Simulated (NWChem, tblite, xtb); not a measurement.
**A ladder of methods for TiNH3OF2 (SMILES [NH2][Ti]([OH])([F])[F])**

The species is TiNH3OF2 (8 atoms), meant as a singlet with charge 0. SMILES: `[NH2][Ti]([OH])([F])[F]`. The shape is that of a PBE0-D4/def2-TZVP optimisation. This is one conformer, not always the lowest.

```xyz
8

N    -0.4831    1.2979   -0.1717
Ti    0.4333   -0.3232   -0.2059
O    -0.5493   -1.4766    0.7122
F     0.6866   -0.8225   -1.8822
F     2.0427   -0.1204    0.4921
H    -0.1890    2.1328   -0.6595
H    -1.3523    1.4513    0.3189
H    -0.4971   -2.1962    1.3404
```

Each level gives the dipole moment (D). The values are calculated.

```
                             level            kind  program  value (D)
                          GFN2-xTB  semi-empirical   tblite       3.01
                          GFN1-xTB  semi-empirical   tblite       3.47
                          GFN0-xTB  semi-empirical      xtb       2.58
                         IPEA1-xTB  semi-empirical   tblite       4.09
                         HF/STO-3G    Hartree–Fock   NWChem       1.44
                          HF/3-21G    Hartree–Fock   NWChem       2.76
                       HF/def2-SVP    Hartree–Fock   NWChem       2.83
                        BP86/3-21G             GGA   NWChem       2.40
B3LYP/6-31G* (spherical functions)   global hybrid   NWChem       2.49
                     PBE0/def2-SVP   global hybrid   NWChem       2.67
```

The values span 1.44 to 4.09 D. Magnitudes only. Sets without polarisation functions give poor dipoles.

The molecule is clearly polar at every level, but the size of the dipole depends strongly on the description. Formally d⁰ Ti(IV) is bound to four electronegative π-donor ligands, whose lone pairs donate into empty Ti 3d orbitals and offset part of the ionic charge separation. The total dipole is what remains after the polar Ti–F, Ti–O and Ti–N bonds and the O–H and N–H contributions partly cancel, so modest changes in charge distribution can alter it noticeably.

In both matched-basis comparisons the density functional gives the smaller dipole: 2.40 against 2.76 D in 3-21G, and 2.67 against 2.83 D in def2-SVP. This probably reflects greater ligand-to-metal donation once correlation is included. Hartree–Fock in STO-3G falls below every other level, while three of the four tight-binding values lie above all the Hartree–Fock and density-functional results; GFN0-xTB is the exception. The closeness of the two def2-SVP values doesn't establish basis-set convergence, as no larger basis was tested.
